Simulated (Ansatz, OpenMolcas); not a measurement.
CH7NSn (SMILES C[NH][SnH3]): methods side by side

CH7NSn: 10 atoms, total charge 0, spin state singlet. SMILES: `C[NH][SnH3]`. The shape is that of a PBE0-D4/def2-TZVP optimisation.

```xyz
10

C    -0.8984    0.7580   -0.8792
N    -0.3430   -0.5329   -0.5165
Sn    0.8973   -0.6294    1.0851
H    -1.6642    0.6376   -1.6527
H    -1.3968    1.2011   -0.0117
H    -0.1682    1.4946   -1.2475
H     0.0373   -1.0040   -1.3262
H     1.4517   -2.2390    1.1699
H    -0.0526   -0.1955    2.4337
H     2.2202    0.4584    0.9480
```

Quantity: the energy change with the Sn3–H10 bond stretched from 1.718 to 3.780 Å, in eV. The values are calculated.

```json
{"level": "SVWN5/def2-SVP (core potential) (restricted)", "kind": "LDA", "program": "OpenMolcas", "value (eV)": "3.44", "less CCSD(T)/def2-SVP": "+0.45", "CPU time (all runs)": "99 s"}
{"level": "revPBE/def2-SVP (core potential) (restricted)", "kind": "GGA", "program": "OpenMolcas", "value (eV)": "3.25", "less CCSD(T)/def2-SVP": "+0.26", "CPU time (all runs)": "1.8 min"}
{"level": "M06-L/def2-SVP (core potential) (restricted)", "kind": "meta-GGA", "program": "OpenMolcas", "value (eV)": "3.59", "less CCSD(T)/def2-SVP": "+0.60", "CPU time (all runs)": "1.8 min"}
{"level": "BHLYP/def2-SVP (core potential) (restricted)", "kind": "global hybrid", "program": "Ansatz", "value (eV)": "4.32", "less CCSD(T)/def2-SVP": "+1.33", "CPU time (all runs)": "16 s"}
{"level": "M06-2X/def2-SVP (core potential) (restricted)", "kind": "hybrid meta-GGA", "program": "OpenMolcas", "value (eV)": "4.20", "less CCSD(T)/def2-SVP": "+1.21", "CPU time (all runs)": "89 s"}
{"level": "CAM-B3LYP/def2-SVP (core potential) (restricted)", "kind": "range-separated hybrid", "program": "Ansatz", "value (eV)": "4.21", "less CCSD(T)/def2-SVP": "+1.22", "CPU time (all runs)": "17 s"}
{"level": "wB97X/def2-SVP (core potential) (restricted)", "kind": "range-separated hybrid", "program": "Ansatz", "value (eV)": "4.48", "less CCSD(T)/def2-SVP": "+1.49", "CPU time (all runs)": "53 s"}
{"level": "CCSD(T)/def2-SVP (core potential) (restricted)", "kind": "coupled cluster or CI", "program": "Ansatz", "value (eV)": "2.99", "less CCSD(T)/def2-SVP": "0.00", "CPU time (all runs)": "63 s"}
```

Differences are taken from CCSD(T)/def2-SVP (core potential) (restricted) for orientation; it has basis-set and higher-order errors of its own. Its T1 diagnostic reaches 0.041, a sign that one reference may not serve. At this stretch a single reference begins to fail. The first shape isn't each level's own minimum. The values span 2.99 to 4.48 eV. In the correlated wave-function rows the outer d shell of Sn is correlated, in sets not made for it. CPU times are rough (shared hosts, several kinds of processor and program).

Stretching the Sn–H bond separates the functionals into two groups. Those without exact exchange give 3.25 to 3.59 eV, while the global and range-separated hybrids give 4.20 to 4.48 eV, and all lie above the coupled-cluster value. As the overlap between the Sn σ hybrid and H 1s fades, the bonding and antibonding orbitals approach each other in energy, and the proper singlet needs both configurations. A closed-shell determinant instead keeps both electrons in the bonding orbital and so retains too much ionic character, with two electrons on the same fragment. Exact exchange exposes this cost in full, whereas semilocal exchange imitates part of the missing left-right correlation. The order within the hybrids does not follow the exact-exchange fraction alone: M06-2X lies below BHLYP despite containing slightly more.

The spread therefore mainly measures how each functional handles a closed-shell description of separating electrons, not how strong it makes the Sn–H bond. A broken-symmetry solution could lower the hybrid energies markedly and change the ranking.
